\textbf{Lecturer.} The result on your sheet is wrong, and we will label it so before reading it. You predict that a single hyperfine sublevel of Cs $7p\,{}^2P_{3/2}$, decaying to the two hyperfine levels of $6s\,{}^2S_{1/2}$, emits light modulated at the ground-state splitting. It does not. Take me through the attempt anyway, conventions first.

\textbf{Student.} The atom is $^{133}$Cs with $I=7/2$. My inputs are approximate: wavelength 456~nm, lifetime $1/\Gamma = 137$~ns, so $\Gamma/2\pi = 1.16$~MHz, dipole hyperfine constant $A = 16.6$~MHz for $7p_{3/2}$, and ground-state splitting $\nu_{\rm hf} = \omega_{\rm hf}/2\pi = 9.193$~GHz with $F=4$ above $F=3$. Uncoupled states are $|m_J,m_I\rangle$. Coupled states are $|F,m\rangle$, primed when excited, with $J$ coupled to $I$ in that order and Condon--Shortley phases. The lowering part of the dipole that emits a photon carrying angular momentum $q=0,\pm1$ along $z$ is, in units of the stretched-transition matrix element,
\begin{equation}
\hat d_q=\sum_{m}\langle \tfrac12 m;1q|\tfrac32\, m{+}q\rangle\,
|6s,m\rangle\langle 7p,m{+}q|\otimes \hat 1_I .
\end{equation}
The coefficients I need are $1$ for $\tfrac32\to\tfrac12$ and $\sqrt{1/3}$ for $\tfrac12\to-\tfrac12$, both with $q=+1$, and $\sqrt{2/3}$ for $\tfrac12\to\tfrac12$ with $q=0$. A colour filter passes only the blue line. The signal $S_q$ is the emission rate in channel $q$ in units of the partial rate $\Gamma_s$ of $7p_{3/2}\to6s$, and $t$ is the retarded time. The states are
\begin{equation}
\begin{aligned}
|5',4\rangle&=\sqrt{\tfrac{7}{10}}\,|\tfrac32,\tfrac52\rangle+\sqrt{\tfrac{3}{10}}\,|\tfrac12,\tfrac72\rangle, &
|4',4\rangle&=\sqrt{\tfrac{3}{10}}\,|\tfrac32,\tfrac52\rangle-\sqrt{\tfrac{7}{10}}\,|\tfrac12,\tfrac72\rangle,\\
|4,3\rangle&=\sqrt{\tfrac78}\,|\tfrac12,\tfrac52\rangle+\sqrt{\tfrac18}\,|{-\tfrac12},\tfrac72\rangle, &
|3,3\rangle&=\sqrt{\tfrac18}\,|\tfrac12,\tfrac52\rangle-\sqrt{\tfrac78}\,|{-\tfrac12},\tfrac72\rangle .
\end{aligned}
\label{eq:states}
\end{equation}

\textbf{Lecturer.} How do you isolate a $\Lambda$ scheme?

\textbf{Student.} Pump into $|3,3\rangle$. A $\pi/2$ microwave pulse with its magnetic field along $z$ makes an equal superposition of $|3,3\rangle$ and $|4,3\rangle$. Then a $\sigma^+$ optical pulse along $z$, tuned to $F=3$, lifts part of $|3,3\rangle$. It needs $m'=4$ and $F'\le4$, so it reaches only $|e\rangle=|4',4\rangle$. For a Gaussian pulse of rms duration 1~ns the other ground level is detuned by $\omega_{\rm hf}\times1~{\rm ns}=58$ in units of the bandwidth, so $|4,3\rangle$ only picks up a phase. Decay during the pulse is of order 0.7\,\%, and I drop it. A bias field of 0.1~G, with $g_F\approx\pm1/4$, moves the $|3,3\rangle$--$|4,3\rangle$ interval by 0.21~MHz, which I drop as well. With optical pulse area $\pi/2$,
\begin{equation}
|\psi(0)\rangle=c_e|e\rangle+c_3|3,3\rangle+c_4|4,3\rangle,\qquad
|c_e|^2=|c_3|^2=\tfrac14,\quad |c_4|^2=\tfrac12 .
\end{equation}
Acting on $|e\rangle$, $\hat d_{+1}$ gives $\sqrt{3/10}\,|\tfrac12,\tfrac52\rangle-\sqrt{7/30}\,|{-\tfrac12},\tfrac72\rangle$, and projecting on the ground states of \eqref{eq:states},
\begin{equation}
d_3=\frac{3+7}{\sqrt{240}}=\sqrt{\tfrac{5}{12}},\qquad
d_4=\frac{(3-1)\sqrt7}{\sqrt{240}}=\sqrt{\tfrac{7}{60}} .
\end{equation}
Both lines have the same polarisation. The third channel, $q=0$ to $|4,4\rangle$, has strength $\tfrac23\cdot\tfrac7{10}=\tfrac7{15}$, and $\tfrac5{12}+\tfrac7{60}+\tfrac7{15}=1$.

\textbf{Lecturer.} All of that stands. Now the wrong attempt.

\textbf{Student.} With $\omega_k=(E_e-E_k)/\hbar$ for $k=3,4$, the optical coherences are $\rho_{ek}(t)=c_ec_k^*e^{-i\omega_kt-\Gamma t/2}$. Spontaneous decay refills the ground block of $\rho$ and does not feed $\rho_{ek}$, so the mean dipole is
\begin{equation}
\langle\hat d_{+1}\rangle(t)=c_e\,e^{-\Gamma t/2}\left[c_3^*d_3e^{-i\omega_3t}+c_4^*d_4e^{-i\omega_4t}\right].
\label{eq:mean}
\end{equation}
An oscillating dipole radiates a field proportional to itself, and the intensity is the squared modulus of the field. The $\omega^2$ prefactors of the two lines differ by parts of order $\nu_{\rm hf}\lambda/c=1.4\times10^{-5}$. So I set
\begin{equation}
S^{\rm wrong}_{+1}(t)=|\langle\hat d_{+1}\rangle(t)|^2 \qquad\text{(wrong)}
\label{eq:slip}
\end{equation}
and since $\omega_3-\omega_4=\omega_{\rm hf}$, with $\varphi=\arg(c_3c_4^*)$,
\begin{equation}
\begin{aligned}
S^{\rm wrong}_{+1}&=|c_e|^2e^{-\Gamma t}\left[|c_3d_3|^2+|c_4d_4|^2+2|c_3c_4|d_3d_4\cos(\omega_{\rm hf}t+\varphi)\right]\\
&=\tfrac14e^{-\Gamma t}\left[\tfrac{13}{80}+\tfrac{\sqrt{14}}{24}\cos(\omega_{\rm hf}t+\varphi)\right]\qquad\text{(wrong)} .
\end{aligned}
\label{eq:wrong}
\end{equation}
The contrast, beat amplitude over mean, is $10\sqrt{14}/39=0.96$, the period is 109~ps, and there are $1.26\times10^3$ oscillations in a lifetime. Before you say that nobody sees this: a slow detector would hide it.

\textbf{Lecturer.} A Gaussian timing response of rms width $\sigma$ multiplies a contrast by $\exp(-\omega_{\rm hf}^2\sigma^2/2)$. For $\sigma=20$~ps that is 0.51, leaving 0.49, so your claim is testable in principle. But I need no detector, because the sheet contradicts itself. Count photons. How many blue photons does your atom emit in all?

\textbf{Student.} The excited population starts at $1/4$ and a fraction $\Gamma_s/\Gamma$ of it returns on the blue line. So $\tfrac14\,\Gamma_s/\Gamma$.

\textbf{Lecturer.} Now integrate your own rule over time and sum over $q$.

\textbf{Student.} The cosine contributes at relative order $\Gamma/\omega_{\rm hf}=1.3\times10^{-4}$, so the $\sigma^+$ channel gives $\tfrac{13}{320}\,\Gamma_s/\Gamma$. For $q=0$ the mean dipole needs an amplitude in $|4,4\rangle$, and there is none, so it gives zero. For $q=-1$ there is no final state. The total is 0.0406 against 0.25.

\textbf{Lecturer.} That is the symptom. You let the upper level empty as $e^{-\Gamma t}$, smoothly and at the full rate, yet the light carries off only 16\,\% of the excitations that belong to the blue line, and carries them off in bursts 109~ps apart. Make it sharper. Omit the microwave pulse and let the optical area be $\theta$.

\textbf{Student.} Then $c_4=0$, $|c_e|^2=\sin^2(\theta/2)$, $|c_3|^2=\cos^2(\theta/2)$, and my rule gives $\tfrac{5}{48}\sin^2\theta\,e^{-\Gamma t}$. At $\theta=\pi$ it vanishes.

\textbf{Lecturer.} So an atom wholly in $7p$ would be dark. And in \eqref{eq:wrong} the strength of the line to $|4,3\rangle$ is proportional to $|c_4|^2$, the weight of a branch of the state that the light never excited.

\textbf{Student.} I still object. The same rule gave me the hyperfine beats of this very level, the kind that Haroche, Paisner and Schawlow reported in 1973. And \eqref{eq:mean} is not an approximation. Which line is false?

\textbf{Lecturer.} Equation \eqref{eq:mean} is right. The faulty line is \eqref{eq:slip}. In the Heisenberg picture the positive-frequency field at the detector is a free part plus a source part proportional to the operator $\hat d_q$ at the retarded time. A photodetector counts at a rate proportional to the normally ordered $\langle\hat E^{(-)}\hat E^{(+)}\rangle$. The free part annihilates the vacuum, so
\begin{equation}
S_q(t)=\langle\hat d_q^\dagger(t)\hat d_q(t)\rangle=\mathrm{Tr}\,[\rho(t)\,\hat d_q^\dagger\hat d_q]
=\sum_f\big|\langle f|\hat d_q|\psi_e(t)\rangle\big|^2 ,
\label{eq:glauber}
\end{equation}
where $|\psi_e(t)\rangle$ is the excited part of the state, with its decaying norm, and $f$ runs over an orthonormal basis of ground states. You replaced the mean of a product by a product of means. For the pure state at $t=0$ this puts the projector $|\psi\rangle\langle\psi|$ between $\hat d^\dagger$ and $\hat d$, where the identity belongs. It keeps only the amplitude for emitting a photon and finding the atom in the state it had before.

\textbf{Student.} Then mend it.

\textbf{Lecturer.} You do it. Give the operators their free time dependence and restrict $\hat d_{+1}$ to $|e\rangle$.

\textbf{Student.} It is $\hat d_{+1}(t)=\sum_kd_ke^{-i\omega_kt}|k\rangle\langle e|$, so
\begin{equation}
\hat d_{+1}^\dagger\hat d_{+1}=\sum_{j,k}d_jd_k\,e^{i(\omega_j-\omega_k)t}\,|e\rangle\langle j|k\rangle\langle e|
=(d_3^2+d_4^2)\,|e\rangle\langle e| .
\end{equation}
The terms at $\pm\omega_{\rm hf}$ are multiplied by the overlap of $|3,3\rangle$ and $|4,3\rangle$, which is zero. Therefore
\begin{equation}
S_{+1}(t)=|c_e|^2(d_3^2+d_4^2)\,e^{-\Gamma t}=\tfrac14\cdot\tfrac{8}{15}\,e^{-\Gamma t}=\tfrac{2}{15}\,e^{-\Gamma t},
\label{eq:right}
\end{equation}
with no beat and no trace of $c_3$ or $c_4$. Likewise $S_0=\tfrac14\cdot\tfrac7{15}e^{-\Gamma t}$, the two add to $\tfrac14e^{-\Gamma t}$, and the photon count closes. Without the microwave pulse I get $\tfrac{8}{15}\sin^2(\theta/2)\,e^{-\Gamma t}$, largest at $\theta=\pi$.

\textbf{Lecturer.} Notice how general that is. The operator $\hat d_q^\dagger\hat d_q$ acts only within the excited manifold. The signal can therefore contain only Bohr frequencies of the excited block of $\rho$, whatever coherence the ground block holds. One upper level has no Bohr frequency.

\textbf{Student.} But the mean dipole does beat, and it is a real expectation value. Where does that beat go?

\textbf{Lecturer.} Write $\hat d=\langle\hat d\rangle+\delta\hat d$. Then $\langle\hat d^\dagger\hat d\rangle=|\langle\hat d\rangle|^2+\langle\delta\hat d^\dagger\delta\hat d\rangle$ exactly. Subtract \eqref{eq:wrong} from \eqref{eq:right}:
\begin{equation}
\langle\delta\hat d_{+1}^\dagger\delta\hat d_{+1}\rangle
=\tfrac14e^{-\Gamma t}\left[\tfrac{89}{240}-\tfrac{\sqrt{14}}{24}\cos(\omega_{\rm hf}t+\varphi)\right].
\end{equation}
The term you neglected has mean 0.0927 at $t=0$, more than twice the 0.0406 you kept, and it carries a beat of the same amplitude, 0.0390, with the opposite sign. You computed the coherent part of the emission. A counter looking at one atom cannot separate it from the rest.

\textbf{Student.} Then why did my rule work for the upper-state beats?

\textbf{Lecturer.} Derive those properly first. Take $|\psi_e(0)\rangle=a|1\rangle+b|2\rangle$, a single final state $|g\rangle$, and $d_i=\langle g|\hat d_q|i\rangle$ for the detected polarisation.

\textbf{Student.} I need the decay rates of the two levels.

\textbf{Lecturer.} Symmetry gives them. The sum $\sum_q\hat d_q^\dagger\hat d_q$ is a scalar under rotations of $J$ and ignores $I$, so on the $J=3/2$ manifold it is a multiple of the identity, here the identity itself. The same holds for the decay to $7s$ and $5d$. All hyperfine sublevels share one $\Gamma$, and the damping does not couple them.

\textbf{Student.} Then the amplitude is $e^{-\Gamma t/2}(a\,d_1e^{-iE_1t/\hbar}+b\,d_2e^{-iE_2t/\hbar})$, and with $\omega_{12}=(E_1-E_2)/\hbar$,
\begin{equation}
S_q^{(g)}(t)=e^{-\Gamma t}\left[|a d_1|^2+|b d_2|^2+2|a\,b\,d_1d_2|\cos(\omega_{12}t+\phi)\right],\qquad
\phi=\arg(a^*d_1^*\,b\,d_2).
\label{eq:V}
\end{equation}
Both paths end in the same atomic state, so the overlap that killed my term is $\langle g|g\rangle=1$. With several final states I add one such expression for each.

\textbf{Lecturer.} Now your caesium case.

\textbf{Student.} Start in $|4,4\rangle=|\tfrac12,\tfrac72\rangle$ and apply a weak, symmetric, unchirped $\pi$-polarised pulse centred at $t=0$ and tuned midway between $F'=4$ and $F'=5$, so both get the same spectral weight. Per unit excited population the state is $|\tfrac12,\tfrac72\rangle=\sqrt{3/10}\,|5',4\rangle-\sqrt{7/10}\,|4',4\rangle$. The interval rule gives $\omega_{54}/2\pi=5A=83$~MHz, a period of 12~ns, and 11 beats in a lifetime.

\textbf{Lecturer.} What of the quadrupole term?

\textbf{Student.} It is $B\,[\tfrac32K(K+1)-2I(I+1)J(J+1)]/[4I(2I-1)J(2J-1)]$ with $K=F(F+1)-I(I+1)-J(J+1)$. It adds $5B/7$ to this interval, which is $-0.11$~MHz for $B\approx-0.15$~MHz, so I quote whole MHz. For $q=0$ the only final state is $|4,4\rangle$, with $d_1=\sqrt{1/5}$ and $d_2=-\sqrt{7/15}$. Then $ad_1=\tfrac3{10}\sqrt{2/3}$, $bd_2=\tfrac7{10}\sqrt{2/3}$, $\phi=0$, and
\begin{equation}
S_0(t)=e^{-\Gamma t}\left[\tfrac{29}{75}+\tfrac{7}{25}\cos\omega_{54}t\right],
\end{equation}
contrast $21/29=0.72$. My rule gave this times $|c_g|^2$, the remaining population of $|4,4\rangle$, which is close to one for a weak pulse.

\textbf{Lecturer.} There is your answer. In that channel the final state is the initial state, and at weak excitation the projector $|\psi\rangle\langle\psi|$ is nearly $|g\rangle\langle g|$, the only term of the identity that contributes. The rule worked because of the channel you chose. Try $q=+1$ in the same experiment.

\textbf{Student.} My rule gives zero, as neither $m=3$ ground state is occupied. Properly, $|5',4\rangle$ goes to $|4,3\rangle$ with amplitude $\sqrt{4/5}$ and not to $|3,3\rangle$, while $|4',4\rangle$ has $d_4$ and $d_3$ as before. The final state $|4,3\rangle$ gives $\tfrac{6}{25}+\tfrac{49}{600}-\tfrac7{25}\cos\omega_{54}t$ and $|3,3\rangle$ gives $\tfrac7{24}$, so
\begin{equation}
S_{+1}(t)=e^{-\Gamma t}\left[\tfrac{46}{75}-\tfrac{7}{25}\cos\omega_{54}t\right],
\end{equation}
contrast $21/46=0.46$, in antiphase. This channel holds a V and a $\Lambda$ together, and only 83~MHz shows up. And $S_0+S_{+1}=e^{-\Gamma t}$.

\textbf{Lecturer.} As the scalar argument requires. The hyperfine coupling moves the state between $|\tfrac12,\tfrac72\rangle$ and $|\tfrac32,\tfrac52\rangle$, which radiate with different polarisation and angular pattern at the same total rate. A V beat of this kind redistributes photons and needs a detector that selects direction or polarisation. In a vapour excited from $F=4$ all $m$ contribute and $F'=3$ joins in, so $4A=66$~MHz and $9A=149$~MHz can appear too, every one an interval of the upper state. Your $\Lambda$ beat survived the sum over $q$, which should have alarmed you.

\textbf{Student.} One more push. People say the two $\Lambda$ paths are distinguishable. My detector has no \'etalon, and with 20~ps resolution it cannot tell two colours 9~GHz apart.

\textbf{Lecturer.} The record is in the atom, and it does not matter whether you read it. A photon counted at time $t$ leaves the atom in $d_3|3,3\rangle+d_4|4,3\rangle$, up to normalisation. Suppose that at a fixed later time $T$ you measure in the basis $(|3,3\rangle\pm|4,3\rangle)/\sqrt2$, with a second microwave pulse and state-selective detection. The joint rate is
\begin{equation}
S_{+1}^{\pm}(t)=|c_e|^2e^{-\Gamma t}\left[\tfrac12(d_3^2+d_4^2)\pm d_3d_4\cos\omega_{\rm hf}(T-t)\right].
\end{equation}
Each sorted record oscillates in $t$ with contrast $2d_3d_4/(d_3^2+d_4^2)=5\sqrt7/16=0.83$, and their sum is \eqref{eq:right}. This is not your beat: it is independent of $c_3$ and $c_4$, and it lives only in coincidences.

\textbf{Student.} Is \eqref{eq:wrong} ever seen in the light alone?

\textbf{Lecturer.} Yes, with many atoms in one direction. Take $N$ independent, identically prepared atoms in an optically thin cold cloud, small compared with the microwave wavelength, with no reabsorption or collective decay. Atom $n$ contributes $\hat d^{(n)}$ with phase $e^{i\Delta\mathbf k\cdot\mathbf r_n}$, where $\Delta\mathbf k$ is the difference of the excitation and detection wave vectors. Terms with $n=n'$ give \eqref{eq:right}. For $n\neq n'$ the state is a product, and the factorisation is then correct. Averaging over independent positions,
\begin{equation}
S^{(N)}_{+1}=N\langle\hat d_{+1}^\dagger\hat d_{+1}\rangle+N(N-1)\,|f(\Delta\mathbf k)|^2\,|\langle\hat d_{+1}\rangle|^2,\qquad
f=\overline{e^{i\Delta\mathbf k\cdot\mathbf r}} .
\end{equation}
In the forward direction $f=1$, and the free-induction signal does beat at $\omega_{\rm hf}$. There the photon to $|3,3\rangle$ from one atom and the photon to $|4,3\rangle$ from another can leave the pair in the same final state. For a Gaussian cloud of rms radius $R$ per axis, $|f|^2=e^{-\Delta k^2R^2}$. With $R=0.1$~mm and a detector 10~mrad off axis, $\Delta k\,R=13.8$ and the factor is $e^{-190}$. Fluorescence, meaning light outside the forward lobe, follows \eqref{eq:right}.

\textbf{Student.} So how large was my error, all told?

\textbf{Lecturer.} For the state you prepared, in units of $\Gamma_se^{-\Gamma t}$, the $\sigma^+$ signal is 0.133 and unmodulated. You had it swinging between 0.0016 and 0.0796 at 9.193~GHz: a contrast of 0.96 where the true one is zero. Your mean of 0.0406 is $39/128=0.30$ of the correct value, so 70\,\% of the $\sigma^+$ light is missing. The $\pi$ channel, $7/60=0.117$, is missing altogether, and summed over polarisations you lose 84\,\% of the blue photons. The per cent corrections from the finite pulse change none of this, and they cannot generate a beat, since they alter only $|c_e|^2$ in \eqref{eq:right}.